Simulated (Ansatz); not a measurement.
## VSb: pressure and largest site moment against volume ratio

All results are calculated (Ansatz 0.2.0). Plane-wave density functional theory, PAW datasets, Gaussian smearing 0.05 eV: equation of state, the given cell scaled in volume with shape and atoms relaxed at each volume.

The cell before it is scaled or strained (space group F-43m, No. 216):
```
CELL_PARAMETERS angstrom
0.00000 3.04000 3.04000
3.04000 0.00000 3.04000
3.04000 3.04000 0.00000
ATOMIC_POSITIONS crystal
V 0.00000 0.00000 0.00000
Sb 0.25000 0.25000 0.25000
```

Settings of every row: paw set soft_2; functional PBEsol; spin treatment collinear; moment partition spheres; spin axis none; wave cutoff 420 eV; k mesh 10x10x10; symmetry use detected.

Atom hubbard u: 0 on all atoms.

Limits: not tested for a lower state; the cell comes from a prototype or a list of computed structures and needn't be the stable phase; with one magnetic atom in the cell only parallel moments are possible.

```
row  volume ratio  V (Å³/atom)  pressure (GPa)  largest site moment (μB)  energy above given cell (meV per atom)
  1          0.96       26.971           2.532                     1.875                                    8.23
  2          0.98       27.532           1.159                     1.894                                    1.83
  3             1       28.094               ?                         ?                                       ?
  4          1.02       28.656          -1.183                     1.932                                    2.26
  5          1.04       29.218          -2.178                     1.951                                    8.21
```

Question: what pressure and largest site moment should row 3 give?

Worked fit of pressure. Take u = (V_r/V)^(2/3) − 1 with V_r = 28.094 Å³ an atom, which is twice the finite (Eulerian) strain; such expansions in the strain, on which the Birch-Murnaghan equation of state is built, carry the rest volume and the bulk modulus. The shown rows have u = 0.02757, 0.01356, -0.01312, -0.02581. Least squares give pressure = −0.075 + 87.778 × u + 245.1 × u² GPa; a straight line predicts inner rows, each left out in turn, worse (root mean square 0.1 against 0.0035 GPa). The rows lie off it by 0.001, -0.001, 0.001, -0.001. The pressure vanishes at u = 0.0009, or V = 28.06 Å³ an atom, and there the bulk modulus with shape and atoms relaxed is B = −V dP/dV = (2/3)(1 + u) dP/du = 58.8 GPa. The withheld row has u = 0, so the fit gives −0.075 + 87.778 × (0) + 245.1 × (0)² = -0.075 GPa.

The calculation gave -0.074 GPa. The fit lies 0.001 GPa (1.4 % of the value, 0.021 % of the column's range) below it, one unit of the last digit.

Worked fit of largest site moment. Take t = volume ratio − 1. The shown rows have t = -0.04, -0.02, 0.02, 0.04. Their means are 1.7347e-18 and 1.913 μB; the sums about the means are S_tt = 0.004 and S_ty = 0.0038, whose ratio is the slope. Least squares give largest site moment = 1.913 + 0.95 × t μB. All shown rows lie on it to the printed digit. The withheld row has t = 0, so the fit gives 1.913 + 0.95 × (0) = 1.913 μB.

The calculation gave 1.913 μB. The fit meets it to the printed digit.

The other values of row 3: energy above given cell 0 meV per atom.
